**Counting electrons to estimate correlation energies of X–SnH(CH₃)F**

The bromide looks wrong. It has 46 correlated electrons, the most of any row, yet its MP2 correlation energy of −27.97 eV is smaller in size than the −29.51 eV of the vinyl compound, which has 40. Correlation energy is what a molecule gains, beyond the mean-field (Hartree–Fock) energy, when its electrons avoid one another individually. It should grow with the number of electrons, and the bromide shows that the kind of electron matters too.

Gas-phase molecules with the group * bound to the Sn (the marked atom) of SnH(CH₃)F, computed with Ansatz 0.2.0: MP2, CCSD and CCSD(T) with the default frozen cores, and PBE-D4 for the gap, all in def2-TZVPP at PBE0-D4/def2-TZVP geometries. Sn has a def2 core potential; electronegativities are Pauling's.

| group * | formula | binding atom | its electronegativity | point group | bond from the marked atom to the group (Å) | correlated electrons | MP2 correlation (eV) | CCSD less MP2 (eV) | (T) (eV) | (T) over CCSD correlation (%) | T1 diagnostic | PBE gap (eV) |
| --- | --- | --- | --- | --- | --- | --- | --- | --- | --- | --- | --- | --- |
| *H | CH5FSn | H | 2.200 | Cs | 1.706 | 30 | -20.88 | -0.49 | -0.638 | 2.99 | 0.0127 | 6.19 |
| *C#C | C3H5FSn | C | 2.550 | C1 | 2.077 | 38 | -28.70 | -0.48 | -1.133 | 3.88 | 0.0132 | 5.48 |
| *C=C | C3H7FSn | C | 2.550 | C1 | 2.117 | 40 | -29.51 | -0.80 | -1.104 | 3.64 | 0.0126 | 5.22 |
| *Br | CH4BrFSn | Br | 2.960 | C1 | 2.469 | 46 | -27.97 | -0.41 | -0.914 | 3.22 | 0.0111 | 5.08 |
| *N | CH6FNSn | N | 3.040 | C1 | 2.000 | 36 | -26.67 | -0.49 | -0.892 | 3.28 | 0.0126 | 5.05 |
| *O | CH5FOSn | O | 3.440 | C1 | 1.954 | 36 | -27.32 | -0.32 | -0.894 | 3.23 | 0.0133 | 5.57 |

**The bromide and the two kinds of electron**

The group labels stand for H, ethynyl (\*C#C), vinyl (\*C=C), Br, NH₂ (\*N) and OH (\*O). The numbers of frozen orbitals in these runs show that the filled 4d shell of tin is correlated in every row, and in the bromide the filled 3d shell of bromine as well. Without those ten electrons the bromide would count 36, like the NH₂ and OH rows. It lies only 1.30 eV beyond the first and 0.65 eV beyond the second (27.97 against their table values), which is little for ten more electrons.

Theory gives two reasons. The basis has no tight functions for outer-core shells, so it can describe only part of the mutual avoidance of electrons in a compact d shell. The valence electrons of bromine are also more spread out than those of nitrogen or oxygen and should contribute less. No run separates the two effects, so the energy of the d shell itself can't be read from this row.

**The rule**

The form of the rule comes from a limit. For closed-shell fragments far apart, MP2 and coupled-cluster correlation energies add exactly. In a closed-shell molecule the energy is a sum over electron pairs that falls off fast with distance, so it stays nearly additive and grows about in proportion to the number of electrons of each kind. Let N_sp be the valence s and p electrons (1 for H, 4 for C and Sn, 5 for N, 6 for O, 7 for F and Br), N_d the correlated d electrons and n_π the number of π bonds.

1. MP2 ≈ −(0.96 N_sp + 0.16 N_d) eV.
2. CCSD ≈ 1.02 × MP2, where CCSD is the sum of the columns "MP2 correlation" and "CCSD less MP2".
3. (T) ≈ (3.2 + 0.37 n_π) % of CCSD, where (T) is the perturbative correction for three electrons excited together.

The constants of steps 1 and 3 are least-squares fits to all six rows, and the factor of step 2 is the mean ratio of CCSD to MP2, all rounded; the output after this text lists the errors row by row. A single constant for every correlated electron misses the bromide by 16.5 % of its MP2 value. With two constants the worst miss in the table is 3.0 %.

**The hydride, and H₂ as a yardstick**

The simplest system to hold against the table is the H₂ molecule, one pair of electrons with no neighbours. Its correlation energy is about 1 eV (a rough recalled size), or half an electronvolt per electron. CCSD is exact for two electrons within the basis, MP2 falls clearly short of it, and (T) vanishes because there is no third electron. The opposite limit is a filled octet on one small atom: eight electrons form 28 pairs at close range, so each electron has many partners and its share is larger. MP2 also comes much closer to CCSD there than in H₂. H₂ is a fair picture of an isolated bond to hydrogen only; it has no coupling between pairs, no lone pairs and no d shell.

A real row is a mixture of these limits, and 0.96 eV per electron is a fitted average over such mixtures, which can also take up part of the energy of tin's d shell. The first row, where the group is a single hydrogen, has the lowest (T) share of the table, 2.99 %, in line with a group that brings only an H₂-like pair. Step 3 therefore overestimates its (T) by 6.4 % of the table value, the largest relative miss in that column. The total is hardly touched, because (T) is only about a thirtieth of it.

**Ethynyl and vinyl**

These two groups bind through carbon and share one electronegativity, so that column cannot tell them apart. Going from ethynyl to vinyl adds two hydrogen atoms and two electrons, for which step 1 asks 1.92 eV; the table gives 0.81 eV. That is close to the size of one H₂-like pair, although the change also removes a π bond and so isn't a clean addition. Vinyl also has the largest ratio of CCSD to MP2, 1.027, which is the direction that the H₂ limit argues for a group rich in bonds to hydrogen.

The vinyl row is the worst case of the rule, worked here in full:

- N_sp = 4 (Sn) + 1 (H) + 7 (CH₃) + 7 (F) + 11 (vinyl) = 30, N_d = 10, n_π = 1.
- MP2: 0.96 × 30 + 0.16 × 10 = 28.80 + 1.60, so −30.40 eV against −29.51 eV.
- CCSD: 1.02 × 30.40 gives −31.01 eV against −30.31 eV.
- (T): 3.57 % of that is −1.107 eV against −1.104 eV.
- Total: −32.1 eV against −31.4 eV, too large by 2.2 % of the table value.

The close match in (T) comes from two errors that cancel, a CCSD estimate too large and a share slightly below the table's 3.64 %. The row was part of the fit. When step 1 is fitted without it, the MP2 miss grows from 0.89 to 1.34 eV.

Both π rows have a higher (T) share than any other row. The leading part of the triples energy is a sum of squared couplings over orbital-energy denominators, and the couplings are built from the double excitations; a π bond has a low π\* partner on the same two atoms, so its doubles are large. The same runs agree with this standard account: the largest occupation of a nominally empty orbital is 0.064 for vinyl and 0.059 for ethynyl, and below 0.05 in the other four rows. The largest single amplitude among the double excitations doesn't sort the rows this way: it is higher in the hydride than in ethynyl. One amplitude also depends on how the orbitals spread over the molecule, so it is a weaker guide than the occupation.

Part of the higher share comes with the added electrons in general, not with the π bonds. Every group that replaces hydrogen adds (T) at 3.9 % or more of the CCSD energy that it adds, above the share of the hydride, so a larger group lifts the average whether or not it has a π bond. A fit of the five changes from the hydride gives 0.042 eV per added s or p electron and 0.072 eV per π bond. On that count the added electrons supply most of the extra (T) in both rows, and a larger part of it in vinyl than in ethynyl. The π term of step 3 thus mixes two effects and rests on two rows.

**Back to the bromide**

The rule gives the MP2 energy of this row within 0.7 %, which is no test, because it is the only row with a different N_d. In the other five the d term is a fixed offset. Fitted to those five alone, the d constant doubles to 0.33 eV, the other drops to 0.90 eV, and the bromide comes out 7 % too large. The two constants trade against each other, and neither is the energy of a shell. Bromine is also treated without scalar relativity here.

The T1 diagnostic is the norm of the single-excitation amplitudes divided by the square root of the number of correlated electrons; values below about 0.02 are the usual sign that one determinant is a good start, and all rows pass. The bromide's 0.0111 is the lowest mainly because the extra d electrons enlarge the divisor. Rescaled to the electron count of the NH₂ row it is 0.0125, the same as there to within the last digit.

**NH₂ and OH**

The NH₂ row is a typical case, and it too was part of the fit:

- N_sp = 4 + 1 + 7 + 7 + 7 (NH₂) = 26, N_d = 10, n_π = 0.
- MP2: 24.96 + 1.60, so −26.56 eV against −26.67 eV.
- CCSD: 1.02 × 26.56 gives −27.09 eV against −27.16 eV.
- (T): 3.2 % of that is −0.867 eV against −0.892 eV.
- Total: −27.96 eV against −28.05 eV, too small by 0.3 %.

The OH row has the same three counts and gets the same estimate, but its MP2 energy is 0.65 eV larger in size. An N–H bond pair has become a lone pair on a smaller atom, a step towards the octet limit, and the ratio of CCSD to MP2 falls to 1.012, the lowest of the six. The two big misses of step 1, vinyl too large and OH too small, thus have the signs that the two limits argue. The table doesn't confirm this as a quantitative term: a third constant per hydrogen atom barely improves the fit and raises the leave-one-out error from 1.06 to 1.87 eV rms.

The PBE gap, the distance between the highest filled and lowest empty Kohn–Sham levels, is a poor guide to (T) in this set. NH₂ has the narrowest gap, 5.05 eV, and an ordinary share, while ethynyl has a wider gap, 5.48 eV, and the highest share. The (T) values of NH₂ and OH differ by only 0.002 eV although their gaps are half an electronvolt apart.

**What the rule is good for**

Over the six fitted rows the total correlation energy is reproduced with a mean error of 1.1 % of the table value. That is 31 kJ/mol, and 68 kJ/mol for vinyl, far too coarse for heats of reaction, where a few kJ/mol matter and the mean-field energy changes as well. The rule serves to check that a reported correlation energy has a sensible size and to see how much hangs on (T). Its constants belong to closed-shell molecules on this tin core, in this triple-zeta basis with the d shells correlated; a larger basis recovers more correlation, and freezing the d shells would call for a new fit rather than for setting N_d to zero.

Printed output of the fit:

```
rounding of table: MP2 0.005 eV, (T) 0.0005 eV, (T) share 0.005 %; 1 eV = 96.5 kJ/mol
MP2 per correlated electron, eV: *H 0.696  *C#C 0.755  *C=C 0.738  *Br 0.608  *N 0.741  *O 0.759
one constant (N): 0.708 eV; rms 2.26 eV, leave-one-out rms 2.90 eV, worst *Br 16.5 %
two constants (Nsp, Nd): 0.962 0.155 eV; rms 0.50 eV, leave-one-out rms 1.06 eV, worst *C=C 3.0 %
three constants (Nsp, Nd, H atoms): 1.035 0.120 -0.282 eV; rms 0.45 eV, leave-one-out rms 1.87 eV, worst *C=C 2.6 %
rounded rule a = 0.96, b = 0.16 eV; row Nsp Nd MP2 estimate, table, error eV, error %, leave-one-out error eV
  *H    20 10  -20.80  -20.88 +0.08 -0.4 +0.10
  *C#C  28 10  -28.48  -28.70 +0.22 -0.8 +0.29
  *C=C  30 10  -30.40  -29.51 -0.89 +3.0 -1.34
  *Br   26 20  -28.16  -27.97 -0.19 +0.7 -1.97
  *N    26 10  -26.56  -26.67 +0.11 -0.4 +0.14
  *O    26 10  -26.56  -27.32 +0.76 -2.8 +0.94
fit without *Br: a = 0.896, b = 0.333 eV; *Br predicted -29.94 eV, off by +7.1 %
MP2 *O less *N -0.65 eV (rule 0); *C=C less *C#C -0.81 eV (rule -1.92)
change from *H: added sp electrons, MP2 eV, MP2 per sp electron, CCSD less MP2 eV, (T) eV, (T)/CCSD %
  *C#C   8  -7.82 -0.978 +0.01 -0.495 6.3
  *C=C  10  -8.63 -0.863 -0.31 -0.466 5.2
  *Br    6  -7.09 -1.182 +0.08 -0.276 3.9
  *N     6  -5.79 -0.965 +0.00 -0.254 4.4
  *O     6  -6.44 -1.073 +0.17 -0.256 4.1
CCSD/MP2: *H 1.023  *C#C 1.017  *C=C 1.027  *Br 1.015  *N 1.018  *O 1.012 ; rounded mean k = 1.02
(T) share against pi bonds: 3.19 +0.37 x; r = +0.94, rms 0.10, largest miss 0.20 % points (*H)
(T) share against 1/PBE gap: 1.95 +7.68 x; r = +0.32, rms 0.28, largest miss 0.53 % points (*C#C)
(T) share against electronegativity: 3.66 -0.10 x; r = -0.14, rms 0.29, largest miss 0.48 % points (*C#C)
(T) built up from *H: 0.042 eV per sp electron, 0.072 eV per pi bond; errors eV: *C#C +0.014 *C=C -0.027 *Br +0.023 *N +0.001 *O +0.003
whole rule, s0 = 3.2, s1 = 0.37 %: CCSD est, table; share est; (T) est, table, error %; total est, table, error %, kJ/mol
  *H     -21.22  -21.37; 3.20; -0.679 -0.638 +6.4;  -21.89  -22.01 -0.5 +11
  *C#C   -29.05  -29.18; 3.94; -1.145 -1.133 +1.0;  -30.19  -30.31 -0.4 +11
  *C=C   -31.01  -30.31; 3.57; -1.107 -1.104 +0.3;  -32.11  -31.41 +2.2 -68
  *Br    -28.72  -28.38; 3.20; -0.919 -0.914 +0.6;  -29.64  -29.29 +1.2 -34
  *N     -27.09  -27.16; 3.20; -0.867 -0.892 -2.8;  -27.96  -28.05 -0.3 +9
  *O     -27.09  -27.64; 3.20; -0.867 -0.894 -3.0;  -27.96  -28.53 -2.0 +56
mean absolute error: MP2 1.3 %, (T) 2.4 %, total 1.1 % = 31 kJ/mol
worked *N: 0.96 x 26 = 24.96, 0.16 x 10 = 1.60, sum 26.56 eV
worked *C=C: 0.96 x 30 = 28.80, 0.16 x 10 = 1.60, sum 30.40 eV
T1 x sqrt(N): *H 0.0696  *C#C 0.0814  *C=C 0.0797  *Br 0.0753  *N 0.0756  *O 0.0798
*Br T1 rescaled to the electron count of *N: 0.0125 (*N 0.0126)
```
